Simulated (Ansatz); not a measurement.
## TiB2: energy above lowest point against volume scale

All results are calculated (Ansatz 0.2.0). Free energy against uniform scaling of the volume at fixed shape and fractions; periodic cell, basis, potentials, k mesh and filling as listed.

The cell before it is scaled or strained (space group P6/mmm, No. 191):
```
TiB2
1.0
      3.0292     0.0000     0.0000
     -1.5146     2.6234     0.0000
      0.0000     0.0000     3.2284
Ti B
1 2
Direct
  0.00000 0.00000 0.00000
  0.33333 0.66667 0.50000
  0.66667 0.33333 0.50000
```

Settings of every row: functional r2SCAN; dispersion none; potentials PAW; wave cutoff 600 eV; density cutoff 2400 eV; k mesh 11x11x9; k shift 0x0x0; occupations fermi dirac; smearing width 0.15 eV; spin none.

Limits: coarse k mesh, up to 40 meV an atom off.

```csv
row,volume scale,V (Å³/atom),energy above lowest point (meV/atom)
1,0.88,7.526,?
2,0.92,7.868,45.7
3,0.96,8.21,9.4
4,1,8.552,0
5,1.04,8.894,12.7
6,1.08,9.236,43.5
7,1.12,9.578,89.4
```

Question: what energy above lowest point should row 1 give?

Worked fit of energy above lowest point. Take u = (V_r/V)^(2/3) − 1 with V_r = 8.723 Å³ an atom, which is twice the finite (Eulerian) strain; such expansions in the strain, on which the Birch-Murnaghan equation of state is built, carry the rest volume and the bulk modulus. The shown rows have u = 0.07119, 0.04123, 0.01329, -0.01286, -0.03738, -0.06043. Least squares give energy above lowest point = 3.83 − 490.95 × u + 15236 × u² − 1121 × u³ meV/atom; a parabola predicts inner rows, each left out in turn, worse (root mean square 0.11 against 0.049 meV/atom). All shown rows lie on it to the printed digit. Its lowest point lies at u = 0.0161, or V = 8.516 Å³ an atom, and the curvature there gives the bulk modulus at fixed shape and fractions, B = (4/9)(1 + u)² E″(u)/V = 262 GPa. Letting shape and atoms relax would as a rule lower it, by much in layered, chain or molecular crystals. The withheld row has u = 0.1034, so the fit gives 3.83 − 490.95 × (0.1034) + 15236 × (0.1034)² − 1121 × (0.1034)³ = 114.7 meV/atom.

The calculation gave 114.7 meV/atom. The fit meets it to the printed digit. This row lies beyond the range of the fit.
